Tin diselenide is a layered semiconductor in which each tin atom has six selenium neighbours. In the table its atoms stay fixed while the density functional changes, so no change in the gap comes from a change of structure. The *gap on path* runs from the highest filled to the lowest empty level found anywhere along a path of wave vectors. The *direct gap on path* compares filled and empty levels at the same wave vector.

Band gaps of SnSe2 at one fixed structure, from all-electron LAPW density-functional calculations with FLEUR MaX-R8.1 (later development tree), without spin polarisation or spin–orbit coupling. The density was converged on an 8 × 8 × 5 k mesh with Fermi–Dirac smearing of 0.05 eV. The plane-wave cutoff is 4.3 bohr⁻¹, except for Wigner (3.8 bohr⁻¹).

| functional | gap on path (eV) | direct gap on path (eV) |
| --- | --- | --- |
| LDA | 0.611 | 0.883 |
| PBEsol | 0.679 | 1.009 |
| BH | 0.615 | 0.890 |
| MJW | 0.608 | 0.882 |
| PW91 | 0.734 | 1.068 |
| PZ | 0.609 | 0.883 |
| SCAN | 1.032 | 1.486 |
| WC | 0.668 | 0.984 |
| Wigner | 0.578 | 0.857 |

### First row: what kind of gap does LDA find?

An indirect one. The gap on the path is 0.611 eV, while a transition that keeps its wave vector needs 0.883 eV. The highest filled and lowest empty levels therefore sit at different wave vectors, and every other row agrees on this.

Standard chemistry tells us what these levels are. Tin has formally given its four valence electrons to selenium, so the filled edge is mostly Se 4p. The lowest empty band is an antibonding mixture of Sn 5s and Se 4p.

The formal picture should not be taken literally. In the free atoms Sn 5s is expected to lie several electronvolts below Se 4p, so the bonding partner of the empty band is not the filled edge but a deeper filled band rich in tin s. The outputs fit this: the tin sphere holds 2.89 electrons of s character, about 0.9 more than the two of the inner 4s shell. The gap then separates Se 4p levels that mix little with Sn 5s from the antibonding level above them. Raise Sn 5s towards Se 4p, and the antibonding level rises by part of that amount while the filled partner loses some of its tin share. One pair of levels is only a sketch, because a crystal has a different mixture at each wave vector.

### BH, MJW and PZ: are these three confirmations of LDA?

No, they are the same answer given again. All four functionals take only the local density as input, and they differ merely in how they parametrise correlation. Their gaps spread over 7 meV. This agreement shows that the choice among these four parametrisations hardly matters, but it cannot show that a local functional is right. An error that all four share would leave the spread just as small.

### PBEsol, PW91 and WC: why does a gradient term open the gap?

These three functionals also see how fast the density changes in space. All three give larger gaps than the four local rows, and the order within the group is instructive. At moderate density gradients, the exchange parts of PBEsol and WC have a weaker gradient correction than that of PW91. They give 0.679 and 0.668 eV, against 0.734 eV for PW91, so the functional with the strongest exchange correction has the widest gap. The rule fails for the other two: the exchange correction of WC is stronger than that of PBEsol, yet its gap is 11 meV smaller. The two also differ in their correlation part, so exchange alone does not fix the order.

The level picture of the first answer suggests a reason. A gradient term need not shift Sn 5s and Se 4p equally, and if Sn 5s ends up higher relative to Se 4p, the gap opens and the filled bands lose tin character. The charges inside the atomic spheres fit this for PW91: compared with LDA, the tin s charge falls by about 0.017 electrons and the selenium p charge rises by about 0.021.

PBEsol shows how coarse this clue is. Its tin s charge falls slightly more than that of PW91, although its gap opens less, and its selenium p charge hardly moves. The spheres leave out the density between the atoms, and the tin count includes the inner 4s shell. The charges are thus compatible with the argument but do not establish it.

### SCAN: why is the next step so much larger?

SCAN gives 1.032 eV, which is 0.298 eV above PW91, the highest of the gradient rows. Its sphere charges also move furthest in the expected direction, with less s charge on tin and more p charge on selenium than in any other row. This fits a further shift towards a more ionic crystal, but does not prove it.

Theory offers a second contribution. SCAN also uses the kinetic-energy density, which is built from the orbitals. If the potential is derived with respect to the orbitals, it can therefore act differently on filled and empty states. This can bring into the computed gap part of the jump that the exact potential makes when an electron is added, a jump that LDA and gradient functionals lack. Its absence is one reason why their gaps usually come out too small. The outputs do not state whether the potential was treated in this way, and they do not separate such a part from a change in ionicity.

Experiment gives a gap of roughly 1 eV, a recalled value. SCAN comes close, but spin–orbit coupling is left out in every row and would shift the selenium p levels. The closeness is encouraging and is not yet a validation.

### LDA against SCAN: can one simply shift the empty bands upwards?

That shortcut fails here. From LDA to SCAN the gap grows by 0.421 eV. Adding the same amount to the LDA direct gap would give $0.883+0.421=1.304$ eV, yet SCAN computes 1.486 eV.

This is where a picture with a single pair of levels reaches its limit. For MJW and PW91 the outputs also list the levels at Γ, where the wave vector is zero. The spacing there equals the direct gap to within rounding, so the direct transition lies at Γ. The empty level at Γ is 262 meV above the conduction minimum with MJW and 324 meV with PW91, while the filled level stays about 10 meV below the valence top. The two empty states therefore rise by different amounts, and no single shift can serve both.

The same is expected between LDA and SCAN, whose levels at Γ are not listed. A different Sn 5s share in the two empty states is one possible cause, but their make-up is not given.

### What would change if sulphur replaced selenium?

The gap would be larger. Sulphur 3p electrons are bound more tightly than selenium 4p electrons, so the filled edge moves down relative to Sn 5s. The shorter bonds also strengthen the antibonding push on the empty band. The first effect follows the argument suggested for the functionals: Sn 5s ends up higher relative to the chalcogen p level, and the antibonding level, being only partly p, is expected to drop less than the filled edge. The second has no counterpart in the table, where the atoms stay fixed.

### What does the choice of functional mean for the thermal carrier density?

The gap enters the carrier density through an exponential, so a modest error in it is magnified. In an undoped semiconductor the electron density $n$ equals the hole density $p$, and their product is $np=N_cN_v\,e^{-E_g/k_BT}$. Here $N_c$ and $N_v$ are the effective densities of states at the two band edges, $E_g$ is the gap, $k_B$ is Boltzmann's constant and $T$ is the temperature. Taking the square root gives

$$n_i=\sqrt{N_cN_v}\;e^{-E_g/2k_BT}.$$

Suppose that LDA and SCAN differ only in the gap and not in $N_c$ and $N_v$. At 300 K, $2k_BT$ is 0.0517 eV, so the ratio of the two predicted densities is

$$e^{(1.032-0.611)/0.0517}=e^{8.14}\approx 3400.$$

LDA would therefore overstate the thermal carrier density by more than three orders of magnitude if the SCAN gap were right. The table holds no carrier densities against which to test the estimate. In real crystals, carriers from defects often outnumber the thermal ones, and the measured density then says little about the gap.

### Down to the last row: which digits can be trusted?

Wigner has the smallest gap, 33 meV below LDA, but it was run with a smaller basis than the other rows. Its difference from LDA therefore mixes two causes, and no run separates them. The sphere charges give a hint: in BH, MJW and PZ the gap moves up and down with the selenium p charge, and Wigner continues that trend, which suggests that the functional is the larger cause. A smaller basis can move the charges too, so the difference should not be read as an effect of the functional alone.

For the other rows, the choice of wave vectors gives a useful warning. The regular mesh on which the density was converged gives the same direct gaps as the path to within 1 meV. Its smallest gap, however, comes out about 60 meV too large compared with the path. The path is itself a sample of 60 wave vectors along lines of symmetry, so its gap too is only an upper bound. Taken by itself, this error in the LDA gap would change the estimated carrier density by a factor of about 3.5.

The MJW row shows which band edge the mesh misses. At Γ, the centre of the Brillouin zone, its highest filled level lies 11 meV below the valence top, and the mesh includes Γ. The valence edge can therefore explain at most 11 meV of the 65 meV discrepancy, and at least 54 meV must come from the conduction edge. The outputs do not list where the conduction minimum lies, but for this material it is usually reported at L, on the zone boundary along the stacking direction, and a mesh with five divisions in that direction skips this boundary.

The discrepancy is nearly the same for every functional, so the order from local to gradient functionals to SCAN survives it. The third decimal helps in comparing runs with identical settings but carries no physical meaning. As a statement about the material, even the first decimal depends on the functional. The output below lists the differences row by row.

Numerical output:

```
Changes against LDA and sampling:
     row  gap change meV  direct gap change meV  direct less indirect meV  mesh less path gap meV  Se p change 0.001 e  Sn s change 0.001 e
     LDA               0                      0                       272                   64.56                    0                    0
  PBEsol              68                    126                       330                   62.52                 0.53               -18.06
      BH               4                      7                       275                   65.11                 1.59                  0.3
     MJW              -3                     -1                       274                   64.84                 -2.2                -0.61
    PW91             123                    185                       334                   59.25                 20.7                -16.5
      PZ              -2                      0                       274                   65.26                -1.26                -0.43
    SCAN             421                    603                       454                   59.17                49.49               -40.87
      WC              57                    101                       316                   62.65                 3.11               -14.37
  Wigner             -33                    -26                       279                    67.1               -19.53                -5.15
Spread of the four local parametrisations in meV: 7
Lowest gradient gap less highest of the four local gaps in meV: 53
PBEsol less WC gap in meV: 11
PW91 less PBEsol gap in meV: 55
SCAN less PW91 gap in meV: 298
SCAN gap over LDA gap as ratio: 1.689
Smallest ratio of direct to indirect gap: 1.44
Largest ratio of direct to indirect gap: 1.486
Largest mismatch of direct gap between mesh and path in meV: 0.37
MJW least conduction-edge part of the mesh miss in meV: 53.84
PW91 least conduction-edge part of the mesh miss in meV: 50.25
MJW conduction level at Gamma above conduction minimum in meV: 262
PW91 conduction level at Gamma above conduction minimum in meV: 324
MJW top valence level at Gamma above the pair below in eV: 0.373
PW91 top valence level at Gamma above the pair below in eV: 0.379
Intrinsic carrier factor at 300 K from LDA gap instead of SCAN gap: 3438
Intrinsic carrier factor at 300 K from the LDA mesh miss: 3.486
Intrinsic carrier factor at 300 K from the spread of local gaps: 1.145
```
